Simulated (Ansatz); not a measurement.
## TiB₂: the change of pressure with volume per atom

Results calculated with Ansatz 0.2.0, not measured. Periodic Kohn-Sham DFT of a crystal at fixed atoms; pressure and stress are positive in compression; the energy is the free energy less that of spherical unpolarised free atoms; site moments are those in the method's own spheres, positive along +z.

Cell of the first row (space group P6/mmm, No. 191):
```
TiB2
1.0
      2.9674     0.0000     0.0000
     -1.4837     2.5698     0.0000
      0.0000     0.0000     3.1625
Ti B
1 2
Direct
  0.00000 0.00000 0.00000
  0.33333 0.66667 0.50000
  0.66667 0.33333 0.50000
```

Settings of every row: method all-electron PAW; functional PBEsol; relativity scalar; k mesh 14x14x11; filling fermi-dirac; smearing width 0.03 eV; nucleus gaussian.

Atom start moment: 0 on all atoms.

```
row  volume per atom (Å³)  pressure (GPa)
  1                 8.039          12.069
  2                 8.381            0.01
  3                 8.552               ?
  4                 8.637          -7.594
  5                 8.894         -14.152
```

Question: what pressure should row 3 give?

Worked fit of pressure. Take u = (V_r/V)^(2/3) − 1 with V_r = 8.509 Å³ an atom, which is twice the finite (Eulerian) strain; such expansions in the strain, on which the Birch-Murnaghan equation of state is built, carry the rest volume and the bulk modulus. The shown rows have u = 0.03861, 0.01016, -0.0099, -0.02907. Least squares give pressure = −3.9346 + 378.569 × u + 930.85 × u² GPa; a straight line predicts inner rows, each left out in turn, worse (root mean square 0.68 against 0.0057 GPa). The rows lie off it by -0.001, 0.002, -0.003, 0.001. The pressure vanishes at u = 0.0101, or V = 8.381 Å³ an atom, and there the bulk modulus at fixed shape and fractions is B = −V dP/dV = (2/3)(1 + u) dP/du = 268 GPa. Letting shape and atoms relax would as a rule lower it, by much in layered, chain or molecular crystals. The withheld row has u = -0.00335, so the fit gives −3.9346 + 378.569 × (-0.00335) + 930.85 × (-0.00335)² = -5.192 GPa.

The calculation gave -5.183 GPa. The fit lies 0.009 GPa (0.034 % of the column's range) below it; its largest miss of a shown row is 0.003 GPa.
